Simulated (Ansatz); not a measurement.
# Decay constant of the tunnelling density against sample bias on Ni(110)-(2x1)-S added row (LDA) and Ni(110)-(2x1) missing row (PBE)

A common rule of thumb says that the tunnelling current falls tenfold for each ångström by which the tip is withdrawn. The problem is to find how far that factor depends on the sample bias for two reconstructed nickel surfaces. The answer matters wherever heights in scanning tunnelling images, or spectra taken at different tip distances, are converted into one another.

The calculated quantity is κ, fitted to the planar mean density of the states between the Fermi level and the bias, 3 to 5 Å above the top atom. It is measured against κ₀, the decay constant of a free electron at the top of the same window with no momentum along the surface. No tip is included.

## Method

Ansatz 0.2.0, plane-wave Kohn-Sham DFT with its default PAW datasets at cutoffs of 420 eV, level as listed. Slabs and stacks are built by hand and relaxed; a single point with 17 Å of vacuum, a dipole correction, Fermi-Dirac smearing of 0.05 eV and meshes of 18 points along the first in-plane vector gives the density of the states between the Fermi level and the sample bias. Its planar mean n(z) is fitted as exp(−2κz) between 3 and 5 Å above the top atom. Spin-polarised where magnetic elements are present, no spin-orbit coupling.

Notes on method and selection:

- A free electron at the Fermi level with no momentum along the surface decays with κ₀ = 0.5123·√Φ Å⁻¹, Φ in eV; momentum along the surface raises κ, and the slow approach of the potential to the vacuum level lowers it.
- The tip is left out (Tersoff-Hamann).
- Slabs this thin have discrete subbands, so κ depends on which of them fall in the window.
- Windows narrower than 0.1 V hold too few states on these meshes and are not listed; a blank corrugation was not computed at that height.
- Runs in which the search for lower states was switched off are not listed.
- Work functions and vacuum levels are read from the electrostatic potential (Hartree and local ionic parts), which a warning of a rough exchange-correlation potential in thin density does not concern.
- Sites and patterns name the starting structure; atoms can leave their sites in the relaxation.
- The default PAW datasets of this version of Ansatz are the set soft_2.
- Runs that did not converge, have known faults or may not be shown are not listed, and runs on Ansatz's PAW sets soft_1 and soft_2 are kept to separate tables.

Columns:

- bias (V): sample bias; negative images filled states.
- κ₀ of window top (Å⁻¹): 0.5123·√(Φ − E) for the highest energy E in the window, from the Fermi level.
- κ (Å⁻¹): decay constant κ of the window's density.
- corrugation (Å): corrugation at constant current, set to the mean density at the first listed height.

## Numbers

| member | surface | bias (V) | κ₀ of window top (Å⁻¹) | κ (Å⁻¹) | corrugation (Å) |
| --- | --- | --- | --- | --- | --- |
| −1 V | Ni(110)-(2x1)-S added row (LDA, Φ 5.23 eV, 2.5 Å) | −1.0 | 1.172 | 1.345 | – |
| −0.5 V | Ni(110)-(2x1)-S added row (LDA, Φ 5.23 eV, 2.5 Å) | −0.5 | 1.172 | ? | – |
| −0.1 V | Ni(110)-(2x1)-S added row (LDA, Φ 5.23 eV, 2.5 Å) | −0.1 | 1.172 | 1.276 | – |
| +0.1 V | Ni(110)-(2x1)-S added row (LDA, Φ 5.23 eV, 2.5 Å) | 0.1 | 1.161 | 1.369 | – |
| +0.5 V | Ni(110)-(2x1)-S added row (LDA, Φ 5.23 eV, 2.5 Å) | 0.5 | 1.115 | 1.284 | – |
| +1 V | Ni(110)-(2x1)-S added row (LDA, Φ 5.23 eV, 2.5 Å) | 1.0 | 1.054 | 1.238 | – |
| −1.2 V | Ni(110)-(2x1) missing row (PBE, Φ 4.36 eV, 3 Å) | −1.2 | 1.070 | 1.173 | 0.612 |
| −0.4 V | Ni(110)-(2x1) missing row (PBE, Φ 4.36 eV, 3 Å) | −0.4 | 1.070 | 1.139 | 0.699 |
| +0.4 V | Ni(110)-(2x1) missing row (PBE, Φ 4.36 eV, 3 Å) | 0.4 | 1.020 | 1.084 | 0.802 |
| +1.2 V | Ni(110)-(2x1) missing row (PBE, Φ 4.36 eV, 3 Å) | 1.2 | 0.911 | 1.084 | 0.715 |

Cells marked ? are withheld until the estimate has been made.

## Reading the trend

The density falls by exp(2κ) per ångström. The smallest κ shown, 1.084 Å⁻¹, gives exp(2 × 1.084) = 8.7, and the largest, 1.369 Å⁻¹, gives exp(2 × 1.369) = 15. Tenfold is therefore the right size for the missing row and too small for the sulfur-covered surface.

For filled states the window top stays at the Fermi level, and a more negative bias adds deeper states that face a higher barrier. Since κ₀ changes by 0.5123² / (2κ₀) per eV, and the mean energy of an evenly filled window moves by half the bias, κ should rise by about 0.5123² / (2 × 1.172) / 2 = 0.056 Å⁻¹ per volt on the sulfur-covered surface. Between −0.1 and −1 V that makes 0.05 Å⁻¹; the calculated rise is 1.345 − 1.276 = 0.069 Å⁻¹. On the missing row κ rises by 1.173 − 1.139 = 0.034 Å⁻¹ from −0.4 to −1.2 V, where the same argument gives 0.05 Å⁻¹.

For empty states the barrier argument requires κ to fall with bias. It does so with sulfur, from 1.369 to 1.238 Å⁻¹, but on the missing row κ is 1.084 Å⁻¹ at both +0.4 and +1.2 V, although κ₀ drops by 1.020 − 0.911 = 0.109 Å⁻¹.

The clearest break lies across the Fermi level of the sulfur-covered surface. From −0.1 to +0.1 V κ jumps up by 0.093 Å⁻¹, while κ₀ falls by 0.011 Å⁻¹. Both windows belong to one slab and one potential, so the change must come from the states they hold. With κ² = κ₀² + k², the effective momentum k along the surface would be √(1.276² − 1.172²) = 0.50 Å⁻¹ below the Fermi level and √(1.369² − 1.161²) = 0.73 Å⁻¹ above it. A few discrete subbands of a thin slab can produce such a step, which need not survive in a thicker one.

## Estimating the withheld member

Plain estimates from the members shown:

- −0.5 V (Ni(110)-(2x1)-S added row (LDA, Φ 5.23 eV, 2.5 Å)), straight-line interpolation between −1 V and −0.1 V: w = (−0.5 − (−1.0)) / (−0.1 − (−1.0)) = 0.556, so 1.345 + 0.556 × (1.276 − 1.345) = 1.307 Å⁻¹

The withheld window, −0.5 V on the sulfur-covered surface, contains all the states of the −0.1 V window and is itself contained in the −1 V window. Straight-line interpolation between these two is therefore the natural route, and it stays clear of the jump at the Fermi level:

1.345 + 0.556 × (1.276 − 1.345) = 1.307 Å⁻¹.

The barrier argument also makes κ change nearly in proportion to the width of a filled-state window, so it gives no reason to bend the line. Sulfur states entering below the Fermi level could shift the value, but no column gives their energy or their momentum along the surface, and no correction is made for them.

The same route can be tried on the empty side of this surface. For +0.5 V between +0.1 and +1 V the weight is (0.5 − 0.1) / (1.0 − 0.1) = 0.444, which gives 1.369 + 0.444 × (1.238 − 1.369) = 1.311 Å⁻¹ against a calculated 1.284 Å⁻¹, a miss of 1.311 − 1.284 = 0.027 Å⁻¹. That trial also leans on a narrow window with few states at one end, as the estimate does at −0.1 V. Its miss, rounded to 0.03 Å⁻¹, is taken as the standard deviation, though a single trial fixes it only loosely.

**Committed estimate, −0.5 V (Ni(110)-(2x1)-S added row (LDA, Φ 5.23 eV, 2.5 Å)): κ = 1.31 ± 0.03 Å⁻¹.**

## Result

| member | surface | bias (V) | κ₀ of window top (Å⁻¹) | κ (Å⁻¹) |
| --- | --- | --- | --- | --- |
| −0.5 V | Ni(110)-(2x1)-S added row (LDA, Φ 5.23 eV, 2.5 Å) | −0.5 | 1.172 | 1.311 |

| member | estimate | κ (Å⁻¹) | computed | estimate − computed | miss in error bars |
| --- | --- | --- | --- | --- | --- |
| −0.5 V (Ni(110)-(2x1)-S added row (LDA, Φ 5.23 eV, 2.5 Å)) | committed | 1.310 | 1.311 | −0.001 | 0.0 |
| −0.5 V (Ni(110)-(2x1)-S added row (LDA, Φ 5.23 eV, 2.5 Å)) | interpolation | 1.307 | 1.311 | −0.004 |  |

The estimate of 1.31 Å⁻¹ lies 0.001 Å⁻¹ below the computed 1.311 Å⁻¹, well inside its error bar of 0.03 Å⁻¹. Its lead over the plain interpolation, which misses by 0.004 Å⁻¹, comes only from rounding 1.307 to 1.31, since both are the same route.

The assumption that κ changes nearly in proportion to the width of a filled-state window held only roughly, though well enough for the estimate. The slope is (1.311 − 1.276) / 0.4 = 0.088 Å⁻¹ per volt between −0.1 and −0.5 V, and (1.345 − 1.311) / 0.5 = 0.068 Å⁻¹ per volt between −0.5 and −1 V. The higher barrier of deeper states would account for the sign and, in an evenly filled window, for about 0.056 Å⁻¹ per volt. The remainder could come from deeper states with more momentum along the surface. The error bar, borrowed from the empty side, was wide for this member, though one hit does not establish a smaller one.

## Where the trend breaks

The window at +0.1 V on the sulfur-covered surface stands out most. The line through +0.5 and +1 V, continued to +0.1 V, gives 1.284 + 0.4 × (1.284 − 1.238) / 0.5 = 1.321 Å⁻¹, and the computed 1.369 Å⁻¹ is 0.048 Å⁻¹ higher. The same test on the filled side puts −0.1 V only 0.008 Å⁻¹ below its line, so the jump at the Fermi level owes more to the empty window. A possible reason, not tested here, is sampling: a window of 0.1 V, only twice the smearing width, holds few states, and a subband with large momentum along the surface can dominate it and raise κ.

On the missing row, +1.2 V is high for its barrier. Moving the window's centre from 0.2 to 0.6 eV should lower κ by 0.5123 × (√(4.36 − 0.2) − √(4.36 − 0.6)) = 0.05 Å⁻¹, yet κ stays at 1.084 Å⁻¹. Additional empty states with momentum along the surface would have the right sign to offset the lower barrier.

## Closing remarks

My opening speaks of two reconstructed nickel surfaces and should have said that both are model structures. Clean Ni(110) keeps its unreconstructed (1x1) form, and sulfur normally orders on it as c(2x2), not as a (2x1) added row. The results therefore show how κ responds to bias in these two slabs; they do not supply factors for converting heights measured on real clean or sulfur-covered Ni(110).

In both models κ rises as the filled-state window widens, down to −1 V with sulfur and −1.2 V on the missing row. The empty side has no common rule. Interpolation on the sulfur-covered surface missed by 0.004 Å⁻¹ for filled states and by about 0.03 Å⁻¹ for empty ones. All these values carry one further caution: the exchange-correlation potential is rough where the density is thin, which may affect the tails from which κ is fitted.

Over the listed biases the fall per ångström ranges from exp(2 × 1.238) = 12 to exp(2 × 1.369) = 15 with sulfur, and from exp(2 × 1.084) = 8.7 to exp(2 × 1.173) = 10 on the missing row. Put as a distance, a tenfold drop in density takes 2.303 / (2 × 1.311) = 0.88 Å at −0.5 V with sulfur, and 2.303 / (2 × 1.139) = 1.01 Å at −0.4 V on the missing row. This contrast cannot be credited to sulfur alone, because it also contains the change from LDA to PBE. Both slabs were given the same lattice constants along the surface, although the two functionals favour different ones, so they need not be equally strained. The relaxation moved only the upper layers; the bottom ones were held in place.

The field of a real tip is left out. With equal work functions it shifts the mean barrier by half the bias, or roughly 0.06 Å⁻¹ in κ at 1 V, downwards for filled states and upwards for empty ones. That is less than the spread of the table, but enough to cancel most of the filled-state trend with sulfur and all of it on the missing row.
